In this bcc-like cell, InSb₃ is a metal because its electrons fill only about three fifths of a broad group of overlapping bands, built mainly from Sb 5p. The Fermi level therefore falls well inside the group, where the density of states stays near 2.4 states per eV and cell, with no dip. The result belongs to this assumed crystal, whose stability is untested, and not to tetrahedral InSb.

Density of states of InSb₃ in the D0₃ structure (a = 7.456 Å), from Ansatz 0.2.0 with PBE+D3(BJ), scalar-relativistic PAW, no spin polarisation, a 420 eV cutoff and a 15×15×15 k mesh for the states (10×10×10 for the density). Energies are relative to the Fermi level. Values are tetrahedron averages over 0.2 eV bins; shell columns are Löwdin projections summed over sites.

| energy (eV) | density of states total (states/eV/cell) | DOS Sb 5p (states/eV/cell) | DOS In 5p (states/eV/cell) | DOS Sb 5s (states/eV/cell) | DOS In 5s (states/eV/cell) |
| --- | --- | --- | --- | --- | --- |
| -7.95 | 1.260 | 0.13 | 0.01 | 1.09 | 0.02 |
| -7.55 | 0.620 | 0.06 | 0 | 0.53 | 0.02 |
| -7.15 | 0.240 | 0.02 | 0 | 0.2 | 0.02 |
| -6.75 | 0.470 | 0.22 | 0.01 | 0.09 | 0.15 |
| -6.35 | 1.140 | 0.56 | 0.03 | 0.11 | 0.44 |
| -5.95 | 1.050 | 0.47 | 0.05 | 0.13 | 0.39 |
| -5.55 | 0.810 | 0.35 | 0.05 | 0.11 | 0.29 |
| -5.15 | 1.030 | 0.56 | 0.11 | 0.12 | 0.24 |
| -4.75 | 1.380 | 0.89 | 0.18 | 0.12 | 0.19 |
| -4.35 | 1.620 | 1.15 | 0.21 | 0.12 | 0.12 |
| -3.95 | 2.380 | 1.77 | 0.28 | 0.18 | 0.13 |
| -3.55 | 2.130 | 1.61 | 0.20 | 0.17 | 0.13 |
| -3.15 | 2.390 | 1.67 | 0.22 | 0.28 | 0.19 |
| -2.75 | 1.790 | 1.19 | 0.11 | 0.22 | 0.25 |
| -2.35 | 2.300 | 1.54 | 0.23 | 0.25 | 0.23 |
| -1.95 | 2.040 | 1.46 | 0.20 | 0.21 | 0.12 |
| -1.55 | 2.210 | 1.64 | 0.20 | 0.17 | 0.14 |
| -1.15 | 1.950 | 1.45 | 0.18 | 0.13 | 0.14 |
| -0.75 | 2.690 | 1.83 | 0.40 | 0.19 | 0.18 |
| -0.35 | 2.240 | 1.60 | 0.35 | 0.11 | 0.12 |
| 0.05 | 2.490 | 1.75 | 0.35 | 0.14 | 0.16 |
| 0.45 | 2.500 | 1.81 | 0.35 | 0.12 | 0.13 |
| 0.85 | 2.460 | 1.82 | 0.34 | 0.09 | 0.10 |
| 1.25 | 2.280 | 1.64 | 0.31 | 0.1 | 0.12 |
| 1.65 | 2.940 | 2.18 | 0.39 | 0.08 | 0.13 |
| 2.05 | 1.920 | 1.42 | 0.18 | 0.07 | 0.13 |
| 2.45 | 2.720 | 2.14 | 0.24 | 0.06 | 0.12 |
| 2.85 | 1.580 | 1.27 | 0.11 | 0.03 | 0.07 |
| 3.25 | 2.040 | 1.54 | 0.16 | 0.05 | 0.15 |
| 3.65 | 1.560 | 0.45 | 0.63 | 0.11 | 0.03 |
| 4.05 | 1.980 | 0.55 | 0.76 | 0.08 | 0.01 |
| 4.45 | 2.910 | 0.95 | 1.2 | 0.12 | 0.01 |
| 4.85 | 4.540 | 1.49 | 1.9 | 0.14 | 0.01 |
| 5.25 | 2.480 | 0.85 | 0.92 | 0.05 | 0.01 |
| 5.65 | 1.960 | 0.63 | 0.68 | 0.06 | 0.01 |

**Two boundaries and a count**

The group has two boundaries. At the lower one, near -7.15 eV, the total drops to 0.24 states/eV. The upper one lies between 3.25 and 3.65 eV, where In 5p overtakes Sb 5p as the largest printed shell. Counting orbitals explains how many electrons separate each of them from the Fermi level.

Indium brings three valence electrons and each antimony five, so the cell holds $3+3\times5=18$. Each orbital offers two states, one for each spin. The Sb 5s orbitals lie deepest of these: an s electron penetrates closer to the nucleus than a p electron of the same shell, and antimony's higher nuclear charge puts its 5s level below that of indium. Three of them make three bands, which take six electrons and leave twelve.

Next come one In 5s orbital and nine Sb 5p orbitals, which together offer $2\times(1+9)=20$ states. Twelve electrons fill 60 % of them and leave eight states empty. To reach the upper boundary, the cell would need eight more electrons.

The table can test this count. If each row stands for a strip 0.4 eV wide, the strips between the lower boundary and the Fermi level add up to 12.3 electrons. Continued to 3.45 eV, the sum is 20.3 states, with an uncertainty of about 0.4. The count thus agrees with the sums at both boundaries, though sums this coarse could overlook a narrow gap at either of them.

**What mixing changes**

The names of the bands describe their origin, not their exact content. Of the six electrons below the lower boundary, only about 4.3 sit in Sb 5s; most of the others are in the 5p shells of both elements. Mixing moves the weight of an orbital from one band to another, but the total number of states stays the same, and so does the number in each group as long as no band crosses from one group to the other. This is why a count of whole orbitals can work although no band is pure.

In 5s shows such mixing most clearly. Its weight is greatest at -6.35 eV, where Sb 5p is already slightly larger. This hump is probably the bonding combination of the two, with the antibonding part spread through the bands above, though the table holds no phases that could test this. In keeping with that, roughly a quarter of the In 5s weight lies above the Fermi level. The shallow dip at -5.55 eV comes where In 5s and Sb 5p have both fallen from the hump and Sb 5p has yet to rise again.

The upper boundary involves a similar exchange. Below 3.45 eV there are 2.7 states of In 5p character, while Sb 5p falls 2.9 states short of its full 18. Indium holds its p electrons less tightly than antimony, so the lower combinations lean towards Sb and the upper ones towards In. At the peak at 4.85 eV, an indium atom carries nearly four times as much 5p weight as an antimony atom does on average. A peak this high needs bands that run nearly flat, or several bands that overlap in energy; the table cannot tell which.

**Why the middle is high and ragged**

Between the boundaries, Sb 5p is the largest printed shell in every row, and at the Fermi level it supplies 70 % of the total. Part of this lead is stoichiometry, since the column adds up three Sb atoms. Each antimony atom has other antimony atoms among its nearest neighbours, at 3.23 Å. The direct overlap of their p orbitals should spread the levels over many electronvolts. Twelve electrons could fill six bands of the group and leave a gap above them, but in this calculation the sixth and seventh bands overlap in energy by 3.3 eV, so no gap opens at the Fermi level.

A gas of free electrons with the same density gives nearly the same average height from -3.95 to 3.25 eV. Its Fermi energy $E_\mathrm{F}$, measured from the bottom of the band, is about 11 eV. For $N=18$ electrons the density of states there is $3N/(2E_\mathrm{F})\approx2.4$ states/eV, close to the 2.49 in the row at 0.05 eV. But the gas would have 1.4 states/eV at -7.15 eV, six times the computed value, and it falls far short of the peak at 4.85 eV. The match in average height does not show that the electrons are free, and a uniform gas has no such boundaries.

From -4.35 eV upwards, the ups and downs inside the group come mostly from Sb 5p. From -3.15 to -2.75 eV, for example, the two 5p shells together lose 0.59 states/eV, while the sum of the two 5s shells does not change. Such structure can arise where single bands begin, end or run flat. Spin–orbit coupling, which is left out here, shifts p levels by some tenths of an eV, and no denser k mesh is shown for comparison, so the exact place and height of a small peak or dip should not be relied on.

The printed output after this section gives the sums and the free-electron comparison. For a related compound whose density of states has clear boundaries, a practical first step is to count whole orbitals up to each boundary, compare the count with the summed states, and then fill in the electrons. The count fails where a gap separates bonding from antibonding combinations of the same orbitals, as in silicon. The shell columns tell what a band is made of; the number of states, set against the number of electrons, tells how full it is.

The analysis program printed:

```
Electrons from the -7.15 minimum to the Fermi level (counting rule 12): 12.27
States from the -7.15 minimum to 3.45 eV (counting rule 20): 20.27
Empty states from the Fermi level to 3.45 eV (counting rule 8): 7.998
Filled share of this band group in percent (counting rule 60): 60.54
Rough error of the 20-state sum from unlisted bins, states: 0.3677
Sb 5s electrons below the -7.15 minimum: 4.286
Sb 5p electrons below the -7.15 minimum: 0.8379
In 5p electrons below the -7.15 minimum: 0.5382
In 5s weight above the Fermi level, states: 0.452
In 5s weight in all, states (full shell 2): 1.97
In 5p weight below 3.45 eV, states: 2.714
Sb 5p weight missing below 3.45 eV from its 18 states: 2.946
Sb 5p share of the total at 0.05 eV, percent: 70.28
Sb 5p per Sb atom at 0.05 eV, states/eV: 0.5833
In 5p over Sb 5p per atom at 4.85 eV, ratio: 3.826
Total outside the printed shells at 4.85 eV, percent: 22.03
Change of both 5p shells from -3.15 to -2.75 eV, states/eV: -0.59
Change of both 5s shells from -3.15 to -2.75 eV, states/eV: 0
Rms row-to-row change of the total from -4.35 to 3.25 eV, states/eV: 0.5603
Rms row-to-row change of all but Sb 5p there, states/eV: 0.1679
Free-electron density of states at -7.15 eV, states/eV/cell: 1.447
Free-electron density of states at 0.05 eV, states/eV/cell: 2.384
Free-electron density of states at 4.85 eV, states/eV/cell: 2.841
Free-electron mean over calculated mean from -3.95 to 3.25 eV, ratio: 1.028
```
